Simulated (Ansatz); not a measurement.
# Ligand exchange: how K changes with temperature for SnH2F2 + C4H5N ⇌ SnH3F + C4H4FN

Species: SnH2F2 `[F][SnH2][F]`, singlet; C4H5N (pyrrole) `c1cc[nH]c1`, singlet; SnH3F `[F][SnH3]`, singlet; C4H4FN `Fc1ccc[nH]1`, singlet. The partners trade F for H: Sn–F and C–H bonds give way to Sn–H and C–F.

The electronic reaction energy at CCSD(T)/def2-TZVPP is +145.4 kJ/mol. Shapes: PBE0-D4/def2-TZVP. Programs: Ansatz 0.2.0. Enthalpy and entropy come from rigid-rotor, harmonic-oscillator sums on unscaled PBE0-D4/def2-TZVP wavenumbers, ideal gases at 1 bar. Symmetry numbers: SnH2F2 2, C4H5N 2, SnH3F 3, C4H4FN 1. R = 8.3145 J/(mol K).

| T (K) | ΔH (kJ/mol) | ΔS (J/(mol K)) |
| --- | --- | --- |
| 500 | +136.7 | -0.2 |
| 700 | ? | ? |
| 900 | +137.9 | +1.6 |

Problem. Work out ln K at 500 and 900 K, and from these estimate it at 700 K.

Solution. 
1. 500 K: ΔG = +136.7 − 500 × (-0.2)/1000 = +136.8 kJ/mol; ln K = −ΔG/RT = -32.91.
2. 900 K: ΔG = +137.9 − 900 × (+1.6)/1000 = +136.5 kJ/mol; ln K = −ΔG/RT = -18.24.
3. Slope against 1000/T: (-18.24 − (-32.91))/(1.1111 − 2.0000) = -16.50, that is −ΔH/R with ΔH near +137 kJ/mol.
4. 700 K: ln K = -32.91 + (-16.50) × (1.4286 − 2.0000) = -23.48.

The full sums give ΔH = +137.3 kJ/mol, ΔS = +0.8 J/(mol K), ΔG = +136.7 kJ/mol and ln K = -23.49 at 700 K, so the line is off by +0.01 in ln K; without rounding the miss is +0.02, from the change of ΔH with temperature. The reactants are favoured over this whole range. An error of 10 kJ/mol in the energy moves ln K by 1.7 at 700 K. Soft modes are treated as harmonic, which can err either way at these temperatures; the lowest are those of SnH2F2 (178 cm⁻¹). For atoms past krypton def2 sets carry core potentials with scalar relativity. Outer-core shells of Sn are correlated, in sets that cover them unevenly.

The exchange is strongly uphill because it gives up a strong, highly polar Sn–F bond and a strong C(sp²)–H bond for a weak Sn–H bond. Tin's electropositive character favours fluorine, while its diffuse valence orbitals overlap poorly with hydrogen 1s. The new C–F bond is strong too, but it cannot make up the difference. The enthalpy lies below the electronic energy of +145.4 kJ/mol, probably in large part because a stiff C–H oscillator gives way to a softer Sn–H one, lowering the zero-point energy.

With two molecules on each side, translational and rotational entropy nearly cancel, and ΔS stays close to zero. The rise of ln K from -32.91 to -18.24 is therefore almost wholly the van 't Hoff response of an endothermic reaction: ΔG itself hardly moves, and heating weakens the preference for the reactants without creating an entropic drive towards products. These gas-phase values do not carry over directly to condensed phases, where fluorine bridging between tin centres could shift the balance.
